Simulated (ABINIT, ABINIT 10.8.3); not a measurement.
# Lattice constant of fcc iridium: a first attempt starting with LDA

*A beginner's notebook, kept as written. Several of its settings and conclusions are unsound; a review follows at the end.*

## Experimental context

The number I want to reproduce is the edge of the cubic cell of iridium metal at ambient pressure. It comes from "Phase stability and electronic structure of iridium metal at the megabar range" (2019, PubMed Central 6586894). Iridium powder was measured there with synchrotron X-ray diffraction, and a Rietveld refinement gave a = 3.837 ± 0.001 Å. A second paper, "Strong-coupling superconductivity of SrIr2 and SrRh2: Phonon engineering of metallic Ir and Rh" (2021, arXiv:2108.03692), quotes 3.838 Å as the experimental lattice constant, without a stated method. My starting cell is a diffraction structure from a database with a = 3.839 Å, so it is already 0.002 Å longer than the value I compare with.

| compared with | measured | source's wording or label | method |
| --- | --- | --- | --- |
| a (Å) | 3.837 ± 0.001 | 3.837 ± 0.001 A | synchrotron powder XRD, Rietveld refinement * |
| a (Å) | 3.838 | experimental lattice constant, quoted | method not stated |

Where a quantity has several values, deviations refer to the one marked *.

Conditions are those given with the value in the passage it was taken from; "not stated" means there, and the paper may say more elsewhere.

## Aim and plan

I want to let ABINIT relax the cell and read off a. There is one atom in the primitive cell, so it should be quick. I set my target at ± 0.001 Å, because that is the error bar of the experiment and I suppose a calculation should be at least as good as the measurement. I begin with LDA because it comes first in the list of functionals I learned. If the number fits, I am done; if not, I will change something and try again.

System: Ir (iridium), fcc; Fm-3m (No. 225), 1 atom in the primitive cell; the database structure is a diffraction structure: a = 3.839 Å.

## 1. LDA with a borrowed k-point line

I use a cutoff of 20 Ha and a 12×12×12 mesh. I have also added the line "kspacing 3", which I copied from a tutorial about an insulating oxide. It is about the spacing of the k points, and the tutorial said it gives a sensible mesh, so I expect it can only help. I have not looked up what the 3 means.

**Run 1.** ABINIT 10.8.3: LDA, JTH PAW datasets, cell and atoms relaxed from the database structure, cutoff 20 Ha, 12x12x12 k mesh, Gaussian smearing 0.1 eV; kspacing 3 added to the input.

Key lines of the input:
```
# potential files: JTH PAW datasets, made for LDA
ecut 20
pawecutdg 40
ecutsm 0.5
dilatmx 1.06
optcell 2
ionmov 2
ntime 50
ngkpt 12 12 12
shiftk 0.0 0.0 0.0
occopt 7
tsmear 0.1 eV
nband 14
nstep 80
tolvrs 1.0d-10
kspacing 3
pseudos "Ir.xml"
ntypat 1
znucl 77
natom 1
typat 1
# ... acell, rprim, xred
```

Command:
```
OMP_NUM_THREADS=1 mpirun -n 4 abinit run.abi > run.log
```

Selected lines of the output:
```
Found token: `KSPACING` in the input file.
    This name is not one of the registered input variable names (see
    Action: check your input file. Perhaps you mistyped the input variable,
    or specified "img", although this was not permitted for this input variable.
```

Input refused; 0.6 s on 4 cores of Arm Neoverse V2, shared host.

ABINIT stopped before calculating anything. It doesn't know the word "kspacing" and asks whether I mistyped it. I checked the spelling against the tutorial and it is the same, so the tutorial was probably written for another program. I have no lattice constant yet.

## 2. Without the line, and a lower cutoff

I take the kspacing line out and keep the 12×12×12 mesh. I also lower the cutoff to 14 Ha, because I have lost a run already and want a number soon. There is only one atom in the cell, so I think a small cutoff should be enough for it. I expect something close to 3.84 Å, since the relaxation starts there.

**Run 2.** ABINIT 10.8.3: LDA, JTH PAW datasets, cell and atoms relaxed from the database structure, cutoff 14 Ha, 12x12x12 k mesh, Gaussian smearing 0.1 eV.

Key lines of the input, as changed from run 1:
```diff
- ecut 20
- pawecutdg 40
+ ecut 14
+ pawecutdg 28
- kspacing 3
```

Selected lines of the output:
```
 At Broyd/MD step   4, gradients are converged :
-Cartesian components of stress tensor (GPa)         [Pressure= -2.3130E-03 GPa]
            acell      5.0877100510E+00  5.0877100510E+00  5.0877100510E+00 Bohr
```

Converged; 7.6 s, same machine.

| quantity | run 2 | measured | deviation |
| --- | --- | --- | --- |
| a (Å) | 3.807 | 3.837 ± 0.001 | −0.030 (−0.8 %) |
| conventional cell volume (Å³) | 55.20 |  |  |
| final pressure (GPa) | −0.002313 |  |  |

Now I have a number: a = 3.807 Å, which is 0.030 Å too short and far outside my ± 0.001 Å. The output says the gradients are converged and the pressure is almost zero, so I take it that the cutoff is fine. I had expected the cell to stay near its starting length, but it shrank. Perhaps the relaxation went down too far and settled in the wrong place.

## 3. Starting from a longer cell

If the cell ends up too short, I should start it longer. I stretch the lattice vectors by a factor of 1.04 and let the relaxation come down from above. I allow at most 3 steps, since the last run needed only 4 and I don't want it to shrink too far again. The cutoff goes back to 20 Ha because the runs take only seconds anyway. I expect to end nearer to 3.837 Å this time.

**Run 3.** ABINIT 10.8.3: LDA, JTH PAW datasets, cell and atoms relaxed from the database structure, cutoff 20 Ha, 12x12x12 k mesh, Gaussian smearing 0.1 eV; started from lattice vectors 1.04 times the database's, at most 3 ionic steps.

Key lines of the input, as changed from run 1:
```diff
- ntime 50
+ ntime 3
+ tolmxf 5.0d-5
- kspacing 3
- # ... acell, rprim, xred
+ rprim
+   0.00000000 1.99648800 1.99648800
+   1.99648800 0.00000000 1.99648800
+   1.99648800 1.99648800 0.00000000
+ # ... xred
```

Selected lines of the output:
```
  ntime=    3 was not enough Broyd/MD steps to converge gradients:
-Cartesian components of stress tensor (GPa)         [Pressure=  1.7385E+00 GPa]
            acell      5.0807091321E+00  5.0807091321E+00  5.0807091321E+00 Bohr
            rprim      0.0000000000E+00  7.0710678119E-01  7.0710678119E-01
                       7.0710678119E-01  0.0000000000E+00  7.0710678119E-01
                       7.0710678119E-01  7.0710678119E-01  0.0000000000E+00
```

Not converged; 14 s, same machine.

The run stopped after 3 steps without converging, so there is no finished lattice constant. The last acell is 5.081 Bohr, against 5.088 Bohr in the run before. I started from a much longer cell and it still came out shorter, so stretching the start didn't help. There is also a pressure of 1.7 GPa left. I could allow more steps, but LDA seems to want a short cell whatever I do, and I am tired of it.

## 4. Changing to BLYP

I will try another functional. I have read that BLYP is used a lot for molecules and gives good results there, and it is a gradient-corrected functional, which should be better than LDA. A metal is also made of atoms held together by electrons, so I expect it to work here too and to bring the cell close to 3.837 Å. I start from the database cell again and let it take as many steps as it needs.

**Run 4.** ABINIT 10.8.3: BLYP, JTH PAW datasets, cell and atoms relaxed from the database structure, cutoff 20 Ha, 12x12x12 k mesh, Gaussian smearing 0.1 eV; PBE datasets.

Key lines of the input, as changed from run 1:
```diff
- # potential files: JTH PAW datasets, made for LDA
+ # potential files: JTH PAW datasets, made for PBE
+ ixc -106131
- kspacing 3
```

Selected lines of the output:
```
 At Broyd/MD step   4, gradients are converged :
-Cartesian components of stress tensor (GPa)         [Pressure= -6.9163E-05 GPa]
            acell      5.2582613600E+00  5.2582613600E+00  5.2582613600E+00 Bohr
```

Converged; 22 s on 4 cores of Arm Neoverse V1, shared host.

| quantity | run 4 | measured | deviation |
| --- | --- | --- | --- |
| a (Å) | 3.935 | 3.837 ± 0.001 | +0.098 (+2.6 %) |
| conventional cell volume (Å³) | 60.94 |  |  |
| final pressure (GPa) | −0.000069 |  |  |

BLYP gives a = 3.935 Å, which is 0.098 Å too long. That is more than three times as far off as my LDA number, only in the other direction. The run converged and the pressure is practically zero, so I can't blame the relaxation this time. I don't understand why a functional that is good for molecules does so badly here.

## 5. PBE with a dispersion correction

The cell is now too long, so I want something that pulls the atoms together. The D3 correction adds an attraction between atoms, and I have seen it recommended in a tutorial on molecular crystals. I switch to PBE for it, because PBE+D3(BJ) is the combination used there. I expect the attraction to shorten the cell and bring it somewhere between the LDA and BLYP values, I hope near 3.837 Å.

**Run 5.** ABINIT 10.8.3: PBE+D3(BJ), JTH PAW datasets, cell and atoms relaxed from the database structure, cutoff 20 Ha, 12x12x12 k mesh, Gaussian smearing 0.1 eV.

Key lines of the input, as changed from run 4:
```diff
- ixc -106131
+ vdw_xc 7
```

Selected lines of the output:
```
 At Broyd/MD step   3, gradients are converged :
-Cartesian components of stress tensor (GPa)         [Pressure= -5.5335E-05 GPa]
            acell      5.1293833554E+00  5.1293833554E+00  5.1293833554E+00 Bohr
```

Converged; 15 s, same machine.

| quantity | run 5 | measured | deviation |
| --- | --- | --- | --- |
| a (Å) | 3.839 | 3.837 ± 0.001 | +0.002 (+0.0 %) |
| conventional cell volume (Å³) | 56.56 |  |  |
| final pressure (GPa) | −0.000055 |  |  |

This is the number I was hoping for: a = 3.839 Å, only 0.002 Å above the measured 3.837 Å. The table even rounds the deviation to 0.0 %. Strictly it is outside the ± 0.001 Å I set myself, but the database cell also has 3.839 Å, so I count it as a match. The run converged in 3 steps and the pressure is practically zero. The attraction from D3 was evidently what had been missing, and I am stopping here.

## Overview

| run | settings | a (Å) | deviation | cost | status |
| --- | --- | --- | --- | --- | --- |
| 1 | LDA, cutoff 20 Ha, kspacing 3 added to the input | – |  | under 1 core-min | input refused |
| 2 | LDA, cutoff 14 Ha | 3.807 | −0.030 (−0.8 %) | under 1 core-min |  |
| 3 | LDA, cutoff 20 Ha, started from lattice vectors 1.04 times the database's, at most 3 ionic steps | – |  | under 1 core-min | not converged |
| 4 | BLYP, cutoff 20 Ha, PBE datasets | 3.935 | +0.098 (+2.6 %) | 88 core-s |  |
| 5 | PBE+D3(BJ), cutoff 20 Ha | 3.839 | +0.002 (+0.0 %) | 60 core-s |  |
|  | measured | 3.837 ± 0.001 |  |  |  |

## Where I got to

My result for iridium is a = 3.839 Å from PBE+D3(BJ), against 3.837 ± 0.001 Å measured. I had wanted to be within 0.001 Å and I am 0.002 Å off, but I am happy with that and will write it down as reproduced.

LDA came out too short at 3.807 Å and BLYP too long at 3.935 Å, so I am crossing both off for metals. What I take from this is that a metal needs a dispersion correction, just as a molecular crystal does, and that one should go on changing the functional until the lattice constant fits. The cutoff doesn't seem to matter much, since the run at 14 Ha converged without trouble. For the next metal I will start with PBE+D3(BJ) straight away and save myself the other runs. I still don't know what "kspacing 3" was supposed to do, but I got my number without it.

## Reviewer's comments

Further runs made for the review:

| reviewer's run | settings | a (Å) | deviation | cost |
| --- | --- | --- | --- | --- |
| R1 | LDA, cutoff 20 Ha | 3.808 | −0.029 (−0.8 %) | 61 core-s |
| R2 | PBE, cutoff 20 Ha | 3.868 | +0.031 (+0.8 %) | 80 core-s |
| R3 | PBEsol, cutoff 20 Ha, PBE datasets | 3.832 | −0.005 (−0.1 %) | under 1 core-min |
| R4 | PBEsol with spin-orbit coupling, cutoff 20 Ha, kptopt 4, PBE datasets | 3.839 | +0.002 (+0.0 %) | 4.4 core-min |
|  | measured | 3.837 ± 0.001 |  |  |

The target of ± 0.001 Å is the error bar of the diffraction measurement, not the accuracy of a functional. Thermal expansion and zero-point motion, absent from these runs, alone amount to a few thousandths of an ångström (rough). Agreement within about 0.01 Å (rough) is a sensible aim.

Run 1 stopped because ABINIT has no "kspacing", and the guess that the tutorial was for another program is sound. Where the keyword exists, it sets the distance between k points, and a value of 3 would leave about one point, useless for a metal. Looking it up would have taken a minute.

In run 2 the cutoff was lowered because the cell has one atom, but the element and its dataset decide the cutoff. Converged gradients and near-zero pressure don't test it either; a second cutoff does. At 20 Ha, LDA gives 3.808 Å (R1) against 3.807 Å in run 2, so the low cutoff did little harm here. The relaxation hadn't settled in the wrong place: LDA typically makes such metals too short, wherever the cell starts.

Run 3 therefore couldn't cure anything by starting longer, and its limit of 3 steps only cut it off. ABINIT said so, and the notebook rightly reports no lattice constant. The remaining positive pressure shows that the cell had overshot and wanted to expand, so its last length says nothing about the stretched start. A few more steps, costing seconds, should have led to the value of R1.

Run 4 is rightly not blamed on the relaxation. A likely reason for BLYP's failure is that its correlation part doesn't describe the uniform electron gas correctly, which matters in a metal; its exchange part may contribute too, and no run here separates the two. A gradient correction isn't automatically an improvement on LDA.

Run 5 changed the functional and added D3 at once, so it can't show what D3 did. PBE alone gives 3.868 Å (R2); D3 shortens that by 0.029 Å and happens to cancel PBE's usual overestimate. D3's pairwise attraction takes poor account of screening by a metal's electrons, so the match is chance, not evidence of a missing attraction. Nor does agreement with the database cell change this: it is another diffraction value, and matching a measured length can't show that the errors didn't cancel.

The closing rules should be dropped. Metals don't generally need a dispersion correction, and changing functionals until one fits selects lucky errors. PBE+D3(BJ) is no default for the next metal; PBEsol, designed for lattice constants of solids, is a better start. BLYP may be crossed off, but LDA's error is modest and familiar, about as large as that of plain PBE (R2, R1).

**Verdict:** PBEsol gives 3.832 Å (R3), and 3.839 Å with spin-orbit coupling (R4), which belongs in the calculation for so heavy an element. Both lie within 0.005 Å of the measured 3.837 Å, so a sound simulation reproduces it well. R4 equals run 5 in number, but not in justification. What remains is comparable in size to the neglected thermal and zero-point effects. Both lengthen the cell, so including them would bring R3 closer to the measured value and take R4 somewhat further from it; these runs can't resolve it further.

[Logs are printed without paths, hosts, clocks, repeated set-up lines and the standing remarks that a program may print on its own settings, such as how far it seeks lower states.]

[The runs shown are a pick from a larger set of finished runs; failed, doubtful and other runs were left out of it ahead of writing. So were measured values far from every level or from commonly accepted values, and agreement can look better than it is. Lines of input and output are excerpts and may be shortened.]
